The Fermi sphere of a trivalent fcc metal only just reaches past the corners W of the Brillouin zone. I will derive the four levels at W, prove what each one decides about the Fermi surface, and then put in numbers for aluminium.

Premises

(a) One atom per primitive fcc cell, cube edge a, Z conduction electrons per atom, zero temperature.
(b) Independent electrons of free mass m in a weak local pseudopotential V(r) = Σ_G V_G exp(iG·r). The origin is on an atom, and V_0 is absorbed in the energy zero. Inversion makes every V_G real, and cubic symmetry makes it equal within a star. I keep V111 (eight vectors) and V200 (six vectors).
(c) No spin–orbit coupling, so each band holds two electrons per k.

Wave vectors are in units of 2π/a, and the energy unit is u = ħ²(2π/a)²/2m, which is (2π a0/a)² Ry. Reciprocal vectors G = (h, k, l) have all-odd or all-even integers. Bands are numbered upward at each k, and "n-th zone" means the n-th band.

Step 1. The waves at W

Take W = (1, 1/2, 0). A wave exp[i(k − G)·r] has kinetic energy u|k − G|². For even G the vector W − G has x odd, y from {1/2, −3/2, 5/2, …}, z even. For odd G it has x even, y from {−1/2, 3/2, −5/2, …}, z odd. The smallest squared length is 5/4, reached four times:

k1 = (1, 1/2, 0), k2 = (−1, 1/2, 0), k3 = (0, −1/2, −1), k4 = (0, −1/2, 1).

So ε_W = (5/4)u. The next shell has squared length 13/4 and lies 2u higher. Note for later that k1 + k2 + k3 + k4 = 0.

Step 2. The free-electron margin

With density 4Z/a³ and kF³ = 3π² × density, division by (2π/a)³ gives kF³ = 3Z/2π. For Z = 3 this is 1.4324, so kF = 1.127 and kF² = 1.2707. The margin is

μ = kF² − 5/4 = 0.0207, (EF0 − ε_W)/EF0 = 0.0163. (1)

The ratio does not depend on a. The sphere first touches W at Z = (2π/3)(5/4)^(3/2) = 2.93.

Question: You will talk about the fourth band only at W. Could it dip lower somewhere else?

Not for free electrons. The fourth band at k is u times the squared distance to the fourth-nearest reciprocal lattice point, so its minimum is set by the smallest ball that holds four lattice points. In a ball with radius² below 5/4 all squared separations are below 5, which leaves 3 and 4. Two points of the same parity class must then differ by a (200) vector. Three points cannot do so mutually, since (2,0,0) differs from (0,2,0) by a (220) vector and from (−2,0,0) by a (400) vector. Hence there are two even and two odd points. Take the even pair 0 and (2,0,0). Their common (111) neighbours are (1, ±1, ±1), and an admissible pair among these is (1,1,±1) up to symmetry. That is the tetrahedron of Step 1. W is equidistant from its vertices and, because Σk_i = 0, is also their centroid, so the mean squared distance from any other centre is larger than 5/4 and no smaller ball holds them. The minimum is ε_W, at W only.

The free pocket is tiny. Write k = W + q and drop q². All four waves lie below EF0 if 2k_i·q < μ for each i, that is |q_x| < (μ − q_y)/2 and |q_z| < (μ + q_y)/2. The cross-section at fixed q_y has area μ² − q_y², and integrating from −μ to μ gives the volume 4μ³/3. The zone has volume 4 and contains 24/4 = 6 inequivalent W points. With two spins, the pockets hold 2 × 6 × (4μ³/3)/4 = 4μ³ = 3.5 × 10⁻⁵ electrons per atom; the dropped q² lowers this by a few per cent.

Step 3. The secular matrix

The matrix element between waves k_i and k_j is V at the vector k_i − k_j. We have k1 − k2 = (2,0,0) and k4 − k3 = (0,0,2), both of type (200). The four cross differences are k1 − k3 = (1,1,1), k1 − k4 = (1,1,−1), k2 − k3 = (−1,1,1) and k2 − k4 = (−1,1,−1), all of type (111). With s = V200 and v = V111, H − ε_W has the rows

(0, s, v, v), (s, 0, v, v), (v, v, 0, s), (v, v, s, 0).

The matrix is unchanged by 1↔2 and by 3↔4, so I sort states by parity under these exchanges. On (1,−1,0,0)/√2 the first two rows give −s times the vector and the last two give v − v = 0. The same holds for (0,0,1,−1)/√2. Between the even states (1,1,0,0)/√2 and (0,0,1,1)/√2 the diagonal element is s and the off-diagonal element is four terms v divided by 2, so 2v. The levels are

ε_W − V200 (twice), ε_W + V200 − 2V111, ε_W + V200 + 2V111. (2)

The shifts add to zero, as the trace demands. With K = 2π/a and real-space coordinates, the vector (1,1,1,1) gives cos(Kx) exp(iKy/2) + cos(Kz) exp(−iKy/2), which is finite on the atom and s-like (W1), at V200 + 2V111. The vector (1,1,−1,−1) gives the difference, which starts as iKy and is p-like along y (W2′), at V200 − 2V111. The doublet goes as sin(Kx) and sin(Kz), p-like along x and z (W3). These belong to different representations of the group D2d of W, so the twofold degeneracy and the absence of mixing survive to all orders in V.

Question: Do the signs of the components matter?

One does. Move the origin by (a/2, 0, 0). Every V_hkl is multiplied by (−1)^h, so V111 changes sign and V200 does not. The spectrum cannot change, and (2) indeed contains ±2V111 symmetrically. The sign of V111 with the origin on the atom only says whether W1 or W2′ is the upper singlet. The sign of V200 cannot be removed in this way, and it changes the ordering.

Step 4. Ordering

Put p = |V111|, and call D = −s the doublet, A = s − 2p and B = s + 2p the singlets. A < D means s < p, and B < D means s < −p. From the bottom up:

s > p: D, D, A, B
−p < s < p: A, D, D, B
s < −p: A, B, D, D

The top level is E4 = ε_W + max(s + 2p, −s). If s ≥ −p then s + 2p ≥ p and s + 2p ≥ |s|, the latter trivially for s ≥ 0 and through p ≥ |s| for s < 0. If s < −p then −s = |s| > p. In every case

E4 − ε_W ≥ max(|V111|, |V200|). (3)

The potential can only raise the fourth level at first order, whatever the signs.

Step 5. The fourth band has its minimum at W

A level above EF at one point does not yet exclude a pocket nearby, so this needs proof. At k = W + q the off-diagonal elements are unchanged for a local potential, and the diagonal ones become ε_W + u(2k_i·q + q²). The largest eigenvalue of a Hermitian matrix is at least the expectation value in any normalised vector. Choose (1,1,σ,σ)/2 with σ the sign of V111. All four weights are 1/4, the linear terms cancel because Σk_i = 0, and

E4(q) ≥ ε_W + s + 2p + u q². (4)

Choose instead the two odd vectors. The mean of k1 and k2 is (0, 1/2, 0) and that of k3 and k4 is (0, −1/2, 0), so the expectation values are ε_W − s ± u q_y + u q², and

E4(q) ≥ ε_W − s + u|q_y| + u q². (5)

At q = 0 the larger of the two bounds is attained. So within the four-wave space the fourth band is lowest at W, and the criterion works in both directions:

fourth-zone pocket exists ⇔ EF − ε_W > max(V200 + 2|V111|, −V200). (6)

With EF ≈ EF0 and Z = 3, (1) and (3) give a necessary condition: both |V111| and |V200| must be below 1.6 % of EF0.

Question: Does the same rule hold for the third zone, with the third level?

No, and the distinction is important. The proof used the fact that the fourth eigenvalue is the largest. Follow the zone edge from W to U, q = t(0,−1,1). Three free waves have squared length 5/4 − t + 2t² and k4 has 5/4 + 3t + 2t². The lowest three bands therefore fall away from W, down to 9/8 at U where t = 1/4. The free third-zone surface is a network of arms along the edges, four of which meet at each W in the repeated zone. Comparing EF with E3 tells us whether the point W lies inside that surface, and so whether the four arms meet through W; the arms themselves can survive with E3 above EF. For the first and second bands the comparison tells us whether there are holes at W. In general, band n is occupied at W if and only if EF > En. Only for n = 4 is this equivalent to the existence of the electron sheet.

We can see what happens next to W when s > p. On the line toward X, q = (0,−t,0), waves 1 and 2 get u(−t + t²) and waves 3 and 4 get u(t + t²), and both exchange symmetries survive. With τ = ut and apart from the common ε_W + ut², the odd states are at −s ∓ τ and the even ones at s ± √(4p² + τ²). The lower even state starts as band 3 and falls, the odd state of waves 3 and 4 rises, and symmetry lets them cross. Setting (2s − τ)² = 4p² + τ² gives

τ_c = (s² − p²)/s, E_c − ε_W = −p²/s + τ_c²/u. (7)

Beyond the crossing, band 3 is the rising branch. Before it the even branch falls, ut² included, as long as √(4p² + τ²) < u/2, so E_c is then the local minimum of band 3 on this line. The point lies in the square face, between the two edges that bound that face at W. If E_c < EF < E3, the third band is empty at W but filled at this point, which is where two arms bordering the same square can join round the corner.

Step 6. Second-order terms

A margin of 1.6 % invites the worry that neglected terms are as large, so I compute two of them.

First, the coupling to higher waves. Each symmetry state ψ shifts by −Σ|⟨m|V|ψ⟩|²/(ε_m − ε_W) over outside waves m. With only v and s these are:

13/4 shell, gap 2u: (±1,−3/2,0), (0,3/2,±1). The wave (1,−3/2,0) couples by s to k1 and by v to k3 and k4.
21/4 shell, gap 4u: (±1,1/2,±2), (±2,−1/2,±1). The wave (1,1/2,2) couples by s to k1 and by v to k4; the wave (2,−1/2,1) by s to k4 and by v to k1.
29/4 shell, gap 6u: eight waves (±2,3/2,±1), (±1,−3/2,±2) couple by v to one k_i; four waves (±1,5/2,0), (0,−5/2,±1) couple by s to one k_i.
37/4 shell, gap 8u: (±3,1/2,0), (0,−1/2,±3) couple by s to one k_i.

For the singlets the amplitudes are (s ± 2v)/2 four times, (s ± v)/2 eight times, v/2 eight times, s/2 four times and s/2 four times, up to sign. Squaring and dividing by the gaps,

δ± = −[(s ± 2v)²/2 + (s ± v)²/2 + v²/3 + s²/6 + s²/8]/u. (8)

For (1,−1,0,0)/√2 the v terms of (0,3/2,±1) cancel. What remains is s/√2 twice at gap 2u, s/√2 and v/√2 four times each at 4u, v/√2 four times and s/√2 twice at 6u, and s/√2 twice at 8u:

δ_D = −[(31/24)s² + (5/6)v²]/u. (9)

Second, the shift of EF at fixed electron number. A state k shifts by −Σ_G V_G²/[u(G² − 2k·G)]. The free density of states is uniform over the sphere, so EF shifts by the angular average. With x = G/2kF and c the cosine between k and G, the denominator is 4EF0 x(x − c), and half the principal-value integral over c from −1 to 1 gives

δEF = −Σ_G V_G² L(x)/(8x EF0), L(x) = ln|(1 + x)/(1 − x)|. (10)

Question: The denominator vanishes on the Bragg plane. Why is the principal value allowed?

Take one pair ±G. The motion across G is free, so the number of states below E is proportional to the integral over k_z, along G, of E − ε(k_z) where this is positive. At distance κ from the plane the two-wave solution shifts ε by sign(κ)[√(u²G²κ² + V²) − uG|κ|]. This is bounded and odd in κ, so it cancels across the plane exactly as the principal value does, provided EF lies well above the upper gap edge at the face centre. Different pairs add at second order. Their interference, which is strongest near edges and corners, starts at third order and is not included.

Numerical illustration: aluminium

Inputs, all approximate: a = 4.05 Å, Z = 3, V111 = 0.0179 Ry and V200 = +0.0562 Ry. The two components are of the kind Ashcroft obtained in 1963 by fitting a few-wave model to de Haas–van Alphen data. They were chosen because they reproduce the typical Fermi surface of aluminium, so what follows illustrates the criterion and is no independent test of it.

Then a = 7.653 bohr, u = 0.6740 Ry, ε_W = 0.8425 Ry and EF0 = 0.8564 Ry = 11.65 eV. The margin is uμ = 0.0139 Ry = 0.19 eV. Since s > p the order is D, D, A, B. In (10), x = 0.768 and L = 2.032 for the eight (111) vectors, x = 0.887 and L = 2.816 for the six (200) vectors, and the contributions are −0.0010 and −0.0088 Ry. The condition at the X face holds, as EF0 − u = 0.18 Ry exceeds V200. Energies relative to ε_W, in Ry, listed as leading value, second-order shift, sum:

E1 = E2: −0.0562, −0.0064, −0.063
E3: +0.0204, −0.0029, +0.017
E4: +0.0920, −0.0119, +0.080
EF: +0.0139, −0.0098, +0.004

The fourth level is raised by 6.6 times the margin. It lies 0.078 Ry (1.06 eV) above EF0 at leading order and 0.076 Ry (1.03 eV) above EF with both corrections. By (6) the model has no fourth-zone pocket. By (3) either component alone would remove it, since even 0.0179 Ry exceeds 0.0139 Ry. The shift of EF is comparable to the margin itself, but it works in the same direction, and the shift of E4 nearly offsets it.

The third level is a closer call. E3 − EF is 0.006 Ry at leading order and 0.013 Ry with corrections. The sign is stable in the model, but the size changes by a factor of two, so no figure of it should be trusted. From (7), τ_c = 0.0505 Ry, t = 0.075 and E_c − ε_W = −0.002 Ry, below both estimates of EF, and higher waves can only push it down. The model's third band is thus empty at W and filled just inside each square face. The doublet is deep below EF, so there are no holes at W.

Question: If the components were fitted in a small basis, are you not counting the higher waves twice?

Partly, yes. A fit with few waves returns effective components that already contain some of (8) and (9). I therefore read the second-order column as the size of the uncertainty and not as an improved answer. Components beyond (200) are also missing. If V220 were as large as V200, the amplitude in the first term of δ+ would become (2s + 2v)/2, and that term would grow from 0.006 to 0.016 Ry in magnitude. That is still small against 0.078 Ry, though such changes are as large as E3 − EF.

Question: De Haas–van Alphen work is done at low temperature, and your a is a room-temperature value.

The compiled linear expansion coefficient is 23.1 × 10⁻⁶ per K at 293 K (Kaye and Laby Online, NPL). It falls on cooling, so the contraction down to 0 K is less than 0.0068. The margin scales as 1/a² and grows by less than 1.4 %, or 0.0002 Ry. At 293 K itself, kBT = 0.0019 Ry, far below E4 − EF.

Range of validity

The level scheme (2) needs |V111| and |V200| small against the shell gap 2u, which is 1.35 Ry here; corrections are of order V²/u and are given by (8) and (9). It needs a monatomic fcc lattice. For a non-local or energy-dependent pseudopotential the symmetry labels and the degeneracy remain exact, and (2) holds with s and v read as matrix elements between the four waves, but the bounds (4) and (5) acquire q-dependent terms, and a changed band mass rescales the margin. Spin–orbit coupling splits the doublet and lifts the crossing (7). For aluminium its scale is roughly 0.001 Ry, irrelevant for E4, but in heavy metals it must be put into the matrix. Low-lying d bands, as in the noble metals, fall outside premise (b). Criterion (6) is exact within four waves and reliable in the full problem when E4 − EF is large against the second-order terms. For other valences only the margin changes. Below Z = 2.93 the free sphere does not reach W, while Z = 4 gives kF² = 1.539 and a margin of 0.19 EF0, so the outcome of (6) then depends on the actual components. For the aluminium inputs the model places the bottom of the fourth band about 0.08 Ry, or 1 eV, above the Fermi level, several times the neglected terms of about 0.01 Ry, and the fourth zone is empty.